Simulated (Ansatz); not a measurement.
**CrN2: changing the pressure**

The cell as given:

```
Cr N
1.0
     3.90179    0.00000    0.00000
     0.00000    4.80951    0.00000
     0.00000    0.00000    2.78417
Cr N
2 4
Direct
  0.00000 0.00000 0.00000
  0.50000 0.50000 0.50000
  0.86617 0.58878 0.00000
  0.13383 0.41123 0.00000
  0.36617 0.91122 0.50000
  0.63383 0.08878 0.50000
```

The cell comes from a database or a generator and needn't be the stable form of this composition.

Kept alike: task relaxation of cell and atoms; functional PBEsol; k mesh 7 × 6 × 10; occupations fermi-dirac, width 0.05 eV; collinear spin, ferromagnetic start. Program: Ansatz, Ansatz PAW, cutoff 420 eV. The mesh is that of the run's cell of 6 atoms. No spin-orbit coupling.

| run | volume (Å³/atom) | first edge of the run's cell (Å) | third edge of the run's cell (Å) | largest site moment (μB) |
| --- | --- | --- | --- | --- |
| A | 7.814 | 3.807 | 2.652 | 1.70 |
| B | 8.350 | 3.854 | 2.740 | 1.80 |
| C | 7.606 | 3.788 | 2.617 | 1.66 |
| D | 8.286 | 3.849 | 2.730 | 1.79 |
| E | 8.058 | 3.828 | 2.693 | 1.74 |
| F | 8.196 | 3.841 | 2.715 | 1.77 |

The relaxations keep at least the cell's symmetry (Pnnm). For a metal such a mesh leaves the last digits unconverged. The runs follow the start's structure, whether or not it is the stable one at these pressures. Ansatz's relaxations hold a Pulay term in the stress (up to 0.9 GPa here). P is the pressure aimed at, which the runs meet within some hundredths to tenths of a GPa. The runs hold the magnetic state that their start led to, which needn't be the lowest. Site moments count inside each atom's sphere or projector. All rows use potentials made for PBE.

Problem. The runs differ in the pressure alone: 0; 2; 5; 10; 20; 30 GPa. Which run is which?

Solution. Run A is 20 GPa; run B is 0 GPa; run C is 30 GPa; run D is 2 GPa; run E is 10 GPa; run F is 5 GPa. The volume falls from 8.350 to 7.606 Å³/atom between 0 and 30 GPa. The volume falls ever more slowly, since the solid stiffens under load. At the pressures aimed at, which the runs meet within some tenths of a GPa, the step from 0 to 5 GPa gives a mean bulk modulus near 269 GPa, the last step 371 GPa. The first edge of the run's cell falls from 3.854 to 3.788 Å between 0 and 30 GPa. The third edge of the run's cell falls from 2.740 to 2.617 Å between 0 and 30 GPa. The largest site moment falls from 1.80 to 1.66 μB between 0 and 30 GPa.

Compression is clearly anisotropic: the third edge shortens proportionally much more than the first. The starting structure suggests why. Its N–N pairs lie in the plane perpendicular to the third axis, so their short, stiff covalent bonds resist contraction in that plane, whereas shortening the third axis mainly compresses the Cr–N framework and brings Cr atoms closer along the chains of edge-sharing octahedra. The large mean bulk modulus, near 269 GPa even in the first steps, fits a network of strong Cr–N and N–N bonds.

The Cr moment declines steadily but only slightly, from 1.80 to 1.66 μB. Shorter contacts strengthen Cr–N hybridisation and Cr–Cr d overlap, which broadens the d bands and weakens the exchange splitting. The moment's size is probably closer to Cr(IV) with pernitride-like N₂ units than to Cr(III). Within this ferromagnetic solution there is no sign of a magnetic collapse up to 30 GPa. Whether pressure also changes the N–N bond, and with it the charge on the pair, can't be read from cell edges and moments alone.
